## How far apart should noisy energies lie? The N$_2$ bond as a worked choice

A QMC energy carries a statistical error, so a bond length found from energies alone has a random part and a bias that comes from the fitted shape. "Error" below means departure from the exact minimum of the sampled curve. Nodal and other errors of the curve itself are separate.

### A solvable curve

Take the Morse model $E=D(1-e^{-ax})^2$, with $x$ the stretch. It is non-negative and vanishes only at $x=0$, the exact answer. Typical N$_2$ inputs are $D=9.9$ eV and $a=2.7$ Å$^{-1}$. Expanding,
$$E=D\left[(ax)^2-(ax)^3+\tfrac{7}{12}(ax)^4-\tfrac14(ax)^5+\dots\right],$$
so in $E=kx^2/2+cx^3$ we have $k=2Da^2=144.3$ eV/Å$^2$ and $c=-Da^3=-194.9$ eV/Å$^3$. The $(ax)^7$ coefficient is $-1/40$.

### Three points

Sample at $0,\pm h$ about the minimum, with independent Gaussian noise $\sigma$ on each energy. Define $\Delta_j=E(jh)-E(-jh)$ and $\Sigma_j=E(jh)+E(-jh)-2E(0)$. The parabola has slope $b=\Delta_1/2h$, curvature $\kappa=\Sigma_1/h^2$ and minimum $\hat x=-b/\kappa$.

**Predict:** does the cubic term spoil $b$, $\kappa$ or both?

Only $b$, since $x^3$ is odd: $b=ch^2$ and $\kappa=k$, so the bias is $-ch^2/k$. The variance of $\Delta_1$ is $2\sigma^2$, so the random error is $\sigma/(\sqrt2kh)$ to first order in the noise. The mean-square error is
$$\epsilon^2=\frac{c^2h^4}{k^2}+\frac{\sigma^2}{2k^2h^2}.$$
Zero derivative means $4c^2h^3=\sigma^2/h^3$, hence
$$h=\left(\frac{\sigma}{2|c|}\right)^{1/3},\qquad \epsilon=\frac{\sqrt3\,|c|^{1/3}}{k}\left(\frac\sigma2\right)^{2/3}.$$
On the Morse curve $\Delta_1=-4D\sinh ah\,(\cosh ah-1)$ and $\Sigma_1=4D\cosh ah\,(\cosh ah-1)$. The exact bias is therefore $(h/2)\tanh ah\approx ah^2/2$: the bond comes out long.

### Five and seven points

**Predict:** adding $\pm2h$ can cancel $x^3$ in $b$. Which term then sets the bias, and what happens to the noise?

The $x^5$ term survives and gives $-4h^4$ times its coefficient. With $\pm3h$ as well, $x^7$ gives $36h^6$ times its coefficient. The random error is $g\sigma/(kh)$, with $g$ the root sum of squared weights in $hb$, and $g$ rises.

| $P$ | $hb$ | $h^2\kappa$ | leading bias | $g$ |
|---|---|---|---|---|
| 3 | $\Delta_1/2$ | $\Sigma_1$ | $+ah^2/2$ | 0.707 |
| 5 | $(8\Delta_1-\Delta_2)/12$ | $(16\Sigma_1-\Sigma_2)/12$ | $-a^3h^4/2$ | 0.950 |
| 7 | $(45\Delta_1-9\Delta_2+\Delta_3)/60$ | $(270\Sigma_1-27\Sigma_2+2\Sigma_3)/180$ | $+9a^5h^6/20$ | 1.082 |

For a bias of size $Bh^p$, $p=P-1$, minimising $B^2h^{2p}+(g\sigma/kh)^2$ gives
$$h^{p+1}=\frac{g\sigma}{\sqrt p\,kB},\qquad \epsilon=\sqrt{p+1}\,Bh^p\propto\sigma^{p/(p+1)}.$$

### Work and memory

For $N_e$ electrons and a Slater–Jastrow function, each accepted one-electron move updates an inverse matrix in $O(N_e^2)$ operations, so a sweep costs $O(N_e^3)$, and $M$ walkers hold $O(MN_e^2)$ numbers. Memory is independent of $\sigma$. It is independent of $P$ if geometries run in sequence and grows as $P$ if they run together. Since $\sigma^2$ falls as the inverse number of sweeps, define the unit of work as one energy sampled to $\sigma_0=10$ meV. Assume a set-up cost (optimisation, equilibration) of one unit per geometry:
$$W=P\left[1+(\sigma_0/\sigma)^2\right].$$

**Predict:** how does the sampling work grow as $\epsilon$ shrinks?

As $\epsilon^{-2(p+1)/p}$, that is $\epsilon^{-3}$, $\epsilon^{-5/2}$ and $\epsilon^{-7/3}$. Wide stencils win at tight targets and pay more set-up at loose ones.

### Cheapest choice for a target

Take $h=(\epsilon/\sqrt{p+1}B)^{1/p}$, rounded as printed. Evaluate $b$ and $\kappa$ on the full Morse curve, and solve $\epsilon^2\kappa^2=b^2+g^2\sigma^2/h^2$ for $\sigma$. Entries are $h$ (Å), $\sigma$ (meV), $W$.

| $\epsilon$ (Å) | $P=3$ | $P=5$ | $P=7$ |
|---|---|---|---|
| 0.003 | 0.0358, 18, **3.9** | 0.108, 43, 5.3 | 0.161, 58, 7.2 |
| 0.001 | 0.0207, 3.5, 28 | 0.0821, 11, **9.1** | 0.134, 16, 9.6 |
| 0.0003 | 0.0113, 0.57, $9.4\times10^2$ | 0.0608, 2.5, 87 | 0.110, 4.0, **50** |

### Best choice for a budget

Now $\sigma=\sigma_0/\sqrt{W/P-1}$, $h$ follows from the optimum, and $\epsilon$ (in $10^{-3}$ Å) from the same Morse relation.

| $W$ | $P=3$ | $P=5$ | $P=7$ |
|---|---|---|---|
| 4 | **2.9** | not affordable | not affordable |
| 8 | 1.7 | **1.1** | 1.5 |
| 80 | 0.69 | 0.31 | **0.24** |

### What was neglected

**Predict:** $\kappa$ is noisy too. Could that overturn a ranking?

Let $r$ be the relative standard deviation of $\kappa$. By symmetry its noise is independent of that in $b$. With $\kappa\to\kappa(1+u)$, expanding $(1+u)^{-2}=1-2u+3u^2-\dots$ multiplies $\epsilon^2$ by about $1+3r^2$. The series is only asymptotic, because a Gaussian denominator can reach zero. For three points $r=\sqrt6\,\sigma/kh^2$, which at the optimum $\sigma=2|c|h^3$ equals $\sqrt6\,ah$. At $h=0.0358$, 0.0207 and 0.0113 Å the error rises by $3r^2/2=9a^2h^2$, or 8 %, 3 % and 1 %. Because sampling work goes as $\epsilon^{-3}$, the entry 3.9 becomes about 4.2, still below 5.3. For five and seven points the rise is at most 1 %. No ranking changes.

Centring matters as well. A stencil offset by $d$ from the minimum adds a random error $rd$ and a residual $3cd^2/k$ from the single step $-b/\kappa$. At $\epsilon=0.001$ Å the first requires $d\ll0.007$ Å for three points ($r=0.14$), and the second $d\ll0.016$ Å for every stencil. A poorer start costs a preliminary pass.

For this model of N$_2$, use three points at 0.003 Å or with four units of work. Use five points at 0.001 Å, where seven nearly tie, or with eight units. Use seven points at 0.0003 Å or with eighty units. These boundaries belong to the model: a larger set-up cost moves both towards tighter targets.